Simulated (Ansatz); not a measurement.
# Si (I4_1/amd), a film clamped to a substrate

Computed with DFT r2SCAN, scalar-relativistic, plane waves, PAW (Ansatz 0.2.0). Settings: plane waves to 500 eV, k-mesh 26×26×26 (Γ-centred), Gaussian smearing 0.15 eV. No spin polarisation. Energies are free energies at this smearing, counted from the undisturbed cell; pressure is positive in compression.

The undisturbed cell (relaxed at this level; with this scan's settings it stands at -0.1 GPa; this form isn't the usual structure):

```yaml
crystal:
  lattice:
    - [-2.40120, 2.40120, 1.32237]
    - [2.40120, -2.40120, 1.32237]
    - [2.40120, 2.40120, -1.32237]
  atoms:
    - { symbol: Si, position: [0.25000, 0.75000, 0.50000] }
    - { symbol: Si, position: [0.50000, 0.50000, 0.00000] }
```

The cell (2 atoms, V0 = 30.50 Å³) is strained by p along both x and y and by q along z, fractional coordinates fixed. τp = (1/V0) ∂E/∂p = (σxx + σyy)(1 + p)(1 + q) and τq = (1/V0) ∂E/∂q = σzz(1 + p)², with tension positive.

| p | q | ΔE (meV/atom) | τp (GPa) | τq (GPa) |
| --- | --- | --- | --- | --- |
| 0.000 | 0.000 | 0.00 | 0.56 | -0.33 |
| -0.050 | 0.000 | 76.47 | -35.40 | -8.62 |
| 0.050 | 0.000 | 56.61 | 21.65 | 6.57 |
| 0.000 | -0.050 | 22.83 | -7.51 | -10.62 |
| 0.000 | 0.050 | 14.23 | 7.45 | 5.65 |

**Question.** Get the second derivatives of the energy density.

**Answer.** Central differences give A = ∂τp/∂p = 571 GPa (C11 + C22 + 2 C12), C = ∂τq/∂q = 163 GPa (C33) and the cross term B = ∂τq/∂p = 152 GPa (C13 + C23); ∂τp/∂q = 150 GPa must equal B, and any difference shows higher-order terms. Steps this large leave an error of some per cent of A or C in all of these, which can swamp a small B. The ions are clamped.

**Question.** A film of this crystal grows with z along the normal on a substrate that imposes p. How does its thickness respond, and what does the misfit cost?

**Answer.** Count p and q from the stress-free cell. A free surface needs τq = 0, so q = −(B/C) p = -0.93 p. The energy density left is (A − B²/C) p²/2 = M p², with the biaxial modulus M = 214 GPa; a misfit of 1 % costs 2.04 meV/atom, against 2.72 meV/atom if the thickness were held.

In a metal these slopes depend on the k mesh and the smearing.

This is the metallic β-tin form of silicon, and it resists in-plane strain strongly. Letting the thickness relax lowers the cost of a 1 % misfit only from 2.72 to 2.04 meV/atom. The response of -0.93 p falls well short of conserving volume, so a film under in-plane tension expands overall. The bonding geometry probably explains this: the shorter Si–Si bonds run mostly in-plane, so biaxial strain changes their lengths directly, whereas strain along z acts mainly on bond angles and on the longer contacts along that axis. Compression meets a steeper response than tension in both directions, as expected from short-range repulsion and weakening bonds.

Clamping the ions costs nothing here, because both strains preserve the tetragonal symmetry and the atoms sit on sites without free coordinates. The positive curvatures show resistance to these two strains only. Whether the film would survive shear or revert towards tetrahedrally bonded silicon, the stable form at ambient pressure, remains open.
